**Q:** I work with stacked MoS2 as a channel material and want to know how strongly its layers couple. Can the band energies at L and H be worked out from those at the other four points?

Kohn-Sham bands of bulk MoS2 (P6_3/mmc, 6 atoms per cell, unrelaxed), computed with Ansatz 0.2.0 using r2SCAN with spin-orbit coupling, plane waves and generated PAW datasets. The cutoff is 500 eV, the k-mesh 9x9x2 and the cold smearing 0.0526 eV wide. Band v1 is the highest one filled at any mesh point, with v2 and v3 next below and c1 and c2 next above.

```
k-point  coordinates (reciprocal vectors of the computed cell, not always the standard one)  band v3 (eV from the Fermi level)  band v2 (eV from the Fermi level)  band v1 (eV from the Fermi level)  band c1 (eV from the Fermi level)  band c2 (eV from the Fermi level)  c1 less v1 (eV)
  Gamma                                                                               0 0 0                              -1.72                              -0.57                              -0.57                               1.67                               1.67             2.24
      M                                                                             0.5 0 0                              -1.95                              -1.84                              -1.84                               1.18                               1.18             3.02
      K                                                                       0.667 0.333 0                              -1.33                              -1.12                              -1.12                               0.63                               0.63             1.75
      A                                                                             0 0 0.5                              -0.86                              -0.86                              -0.86                               1.67                               1.67             2.53
      L                                                                           0.5 0 0.5                                  ?                                  ?                                  ?                                  ?                                  ?                ?
      H                                                                     0.667 0.333 0.5                                  ?                                  ?                                  ?                                  ?                                  ?                ?
```

**A:** We can try, because the points come in pairs. A, L and H lie directly above Gamma, M and K, half a reciprocal vector up the stacking axis. Going from M to L or from K to H therefore leaves the motion within a layer alone and changes only the phase of the wave from layer to layer. Bands v1, v2 and v3 are the highest filled ones, counted downwards, and c1 and c2 are the lowest empty ones.

**Q:** Bands v1 and v2 have the same energy in every row you know. Was spin-orbit coupling without effect?

**A:** No, the equality comes from symmetry. The crystal has inversion symmetry and is not magnetic, so every level holds two states of opposite spin. The same holds for c1 and c2. To see a splitting, compare v1 with v3.

**Q:** What should stacking do to these levels?

**A:** Take one state of energy $e$ in each layer, coupled with strength $t$ to the layers above and below. The cell holds two layers and has height $c$. For a wave number $k_z$ along the stack, the two levels are

$$E = e \pm 2t\cos(k_z c/2).$$

At Gamma, M and K the contributions from above and below add, and the levels lie $4|t|$ apart. On the top face they cancel, and the levels meet at $e$, midway between the two.

**Q:** Does that work from Gamma to A?

**A:** Only in part. Bands v1 and v3 do meet at A, but 0.29 eV above the midpoint of their energies at Gamma. The splitting at Gamma is large, 1.15 eV, because the states there are known to contain sulfur p orbitals that point across the space between layers. Coupling that strong probably also mixes in other bands, which the two-level model leaves out. Such mixing grows roughly as the square of the coupling, so it should matter less at M and K, where v1 and v3 lie much closer together.

**Q:** Then what do you expect at L?

**A:** A single layer has no spin splitting at M, since reversing the wave vector there leads to an equivalent point. The gap between v1 and v3 at M should thus come from stacking and close at L, where symmetry keeps the levels fourfold. This takes v3 to be the stacking partner of v1, which is an assumption. For the conduction band I assume the same coupling as for the valence band, so c1 rises by half the valence splitting at M.

**Q:** And at H?

**A:** There the spin splitting $\lambda$ of a single layer survives. Neighbouring layers are rotated by half a turn, so a given spin is raised in one and lowered in the next. If $\Delta$ is the part due to stacking, the splitting at K is $\sqrt{\lambda^2+\Delta^2}$, and at H only $\lambda$ remains.

The table gives 0.21 eV for the total at K but can't divide it, so I bring in a rough recalled single-layer value, $\lambda \approx 0.15$ eV. That makes $\Delta = \sqrt{0.21^2-0.15^2} \approx 0.15$ eV, about as large as the spin part.

The centre of v1 and v3 at K is $(-1.12-1.33)/2 = -1.225$ eV. Half of $\lambda$ above it lies v1 at H, and half below it lies v3. The conduction edge should stay where it is at K, because for these conduction states, unlike the valence states, the threefold symmetry of this stacking forbids direct coupling between neighbouring layers.

My forecasts, in eV from the Fermi level, have ranges set by judgement:

- **L:** v1, v2 and v3 together at −1.90 ± 0.10; c1 and c2 at 1.24 ± 0.10; c1 less v1, 3.13 ± 0.14.
- **H:** v1 and v2 at −1.15 ± 0.05; v3 at −1.30 ± 0.05; c1 and c2 at 0.63 ± 0.05; c1 less v1, 1.78 ± 0.07.

I also expect the smallest gap between listed points to remain the one from Gamma to K.

The withheld rows as computed:

```
k-point  coordinates (reciprocal vectors of the computed cell, not always the standard one)  band v3 (eV from the Fermi level)  band v2 (eV from the Fermi level)  band v1 (eV from the Fermi level)  band c1 (eV from the Fermi level)  band c2 (eV from the Fermi level)  c1 less v1 (eV)
      L                                                                           0.5 0 0.5                              -1.89                              -1.89                              -1.89                               1.20                               1.20             3.09
      H                                                                     0.667 0.333 0.5                              -1.31                              -1.16                              -1.16                               0.63                               0.63             1.79
```

**Q:** How did the model do?

**A:** Every value lies within its range. The three valence bands meet at L, within 0.01 eV of the midpoint, so the shift that spoiled the rule at A is hardly visible here. At H the valence levels are each about 0.01 eV lower than forecast, which makes c1 less v1 larger by the same amount. The conduction edge is where it was at K.

The largest miss is c1 at L, forecast about 0.04 eV too high, and c1 less v1 at L is too large by the same amount. The band rises from M by only 0.02 eV, so borrowing the valence coupling was a poor assumption. In the analysis printed below, the level forecasts use M, K and the outside value of $\lambda$. Gamma and A serve to test the midpoint rule and to give a rival value for L, with the uneven division seen at A carried over in proportion.

**Q:** Does H tell us what causes the splitting at K?

**A:** It excludes the two simplest answers. Stacking alone would have let the splitting close at H, and spin-orbit coupling alone would have left it at 0.21 eV. It shrinks to 0.15 eV, as it should if both act. A run without spin-orbit coupling would test that division directly.

**Q:** Would WS2 behave in the same way?

**A:** The same symmetry applies, but tungsten has the stronger spin-orbit coupling. When $\lambda$ dominates under the square root, stacking adds little to it. The splittings at K and H should then be more alike than in MoS2.

**Q:** What does this mean for current that has to cross the layers in my channel?

**A:** It depends on where the carriers sit. Holes at the valence top at Gamma feel the stacking strongly: v1 falls by 0.29 eV on the way to A. Electrons at K have the same energy at H, which fits the symmetry argument and suggests that they pass poorly from layer to layer.

**Q:** So are my electrons at K?

**A:** Not in this calculation. The smallest gap between listed points is indirect, 1.20 eV from Gamma to K, and H ties with K to the digits shown. But the k-mesh of the same run has a lower empty level near the middle of the line from Gamma to K, so the calculated gap is smaller than the table suggests. These are Kohn-Sham gaps, which usually fall short of the energy needed to create a separate electron and hole. The cell is also unrelaxed, and layer spacing and strain shift Gamma and K differently. Which valley lies lowest in the relaxed crystal, and how strongly it disperses along the stack, is what you would need to know next.

Printed output of the fit:

```
v1 less v3 at Gamma (eV): 1.15
v1 less v3 at M (eV): 0.11
v1 less v3 at K (eV): 0.21
midpoint of v1 and v3 at Gamma (eV): -1.145
level at A less midpoint at Gamma (eV): 0.285
change of v1 from Gamma to A (eV): -0.29
change of v3 from Gamma to A (eV): 0.86
interlayer part of the splitting at K in the model (eV): 0.147
gap from v1 at Gamma to c1 at K (eV): 1.2
forecast L, v1 and v2 and v3, bar 0.10 (eV): -1.895
rival for L, divided as from Gamma to A (eV): -1.868
forecast L, c1 and c2, bar 0.10 (eV): 1.235
forecast L, c1 less v1, bar 0.14 (eV): 3.13
forecast H, v1 and v2, bar 0.05 (eV): -1.15
forecast H, v3, bar 0.05 (eV): -1.3
rival for H, v1 and v3 merged (eV): -1.225
forecast H, c1 and c2, bar 0.05 (eV): 0.63
forecast H, c1 less v1, bar 0.07 (eV): 1.78
computed values (eV):
    row     v3     v2     v1    c1    c2   gap
  Gamma  -1.72  -0.57  -0.57  1.67  1.67  2.24
      M  -1.95  -1.84  -1.84  1.18  1.18  3.02
      K  -1.33  -1.12  -1.12  0.63  0.63  1.75
      A  -0.86  -0.86  -0.86  1.67  1.67  2.53
      L  -1.89  -1.89  -1.89   1.2   1.2  3.09
      H  -1.31  -1.16  -1.16  0.63  0.63  1.79
miss at L, v1, forecast less computed (eV): -0.005
miss at L, v3, forecast less computed (eV): -0.005
miss at L, c1, forecast less computed (eV): 0.035
miss at L, c1 less v1, forecast less computed (eV): 0.04
miss at H, v1, forecast less computed (eV): 0.01
miss at H, v3, forecast less computed (eV): 0.01
miss at H, c1, forecast less computed (eV): 0
miss at H, c1 less v1, forecast less computed (eV): -0.01
computed v1 less v3 at H (eV): 0.15
smallest gap between any two printed points (eV): 1.2
```
